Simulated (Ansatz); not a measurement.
## A series in volume scale on Ba₂ClF₃

Free energy against uniform scaling of the volume at fixed shape and fractions; periodic cell, basis, potentials, k mesh and filling as listed. The results are calculated, by Ansatz 0.2.0.

The cell before it is scaled or strained (space group P-3m1, No. 164):
```
CELL_PARAMETERS angstrom
4.51260 0.00000 0.00000
-2.25630 3.90800 0.00000
0.00000 0.00000 7.52570
ATOMIC_POSITIONS crystal
Ba 0.66667 0.33333 0.20124
Ba 0.33333 0.66667 0.79876
Cl 0.00000 0.00000 0.50000
F 0.00000 0.00000 0.00000
F 0.66667 0.33333 0.83573
F 0.33333 0.66667 0.16427
```

Settings of every row: functional PBEsol; dispersion D4; potentials PAW; wave cutoff 500 eV; density cutoff 2000 eV; k mesh 6x6x4; k shift 0x0x0; occupations fixed; smearing width 0 eV; spin none; SCF threshold exponent -9.

Limits: minimum outside the range; stress loosely converged; no spin-orbit coupling, which can matter with elements this heavy; the cell comes from a prototype or a list of computed structures and needn't be the stable phase.

```csv
row,volume scale,V (Å³/atom),energy above lowest point (meV/atom),pressure (GPa)
1,0.9406,20.806,0,-1.99
2,0.9703,21.463,?,?
3,1,22.12,27.7,-4.6
4,1.0297,22.777,48.6,-5.57
5,1.0594,23.433,73.1,-6.36
```

Question: what energy above lowest point and pressure should row 2 give?

Worked fit of energy above lowest point. Take u = (V_r/V)^(2/3) − 1 with V_r = 22.449 Å³ an atom, which is twice the finite (Eulerian) strain; such expansions in the strain, on which the Birch-Murnaghan equation of state is built, carry the rest volume and the bulk modulus. The shown rows have u = 0.05198, 0.00989, -0.00962, -0.02819. Least squares give energy above lowest point = 37.66 − 1070.2 × u + 6651 × u² meV/atom; a straight line predicts inner rows, each left out in turn, worse (root mean square 6.5 against 0.065 meV/atom). All shown rows lie on it to the printed digit. The withheld row has u = 0.0304, so the fit gives 37.66 − 1070.2 × (0.0304) + 6651 × (0.0304)² = 11.3 meV/atom.

The calculation gave 11.2 meV/atom. The fit lies 0.1 meV/atom (0.14 % of the column's range) above it, one unit of the last digit.

Worked fit of pressure. Take u = (V_r/V)^(2/3) − 1 with V_r = 22.449 Å³ an atom, which is twice the finite (Eulerian) strain; such expansions in the strain, on which the Birch-Murnaghan equation of state is built, carry the rest volume and the bulk modulus. The shown rows have u = 0.05198, 0.00989, -0.00962, -0.02819. Least squares give pressure = −5.111 + 49.83 × u + 196.3 × u² GPa; a straight line predicts inner rows, each left out in turn, worse (root mean square 0.19 against 0.0038 GPa). All shown rows lie on it to the printed digit. The withheld row has u = 0.0304, so the fit gives −5.111 + 49.83 × (0.0304) + 196.3 × (0.0304)² = -3.41 GPa.

The calculation gave -3.42 GPa. The fit lies 0.01 GPa (0.23 % of the column's range) above it, one unit of the last digit.
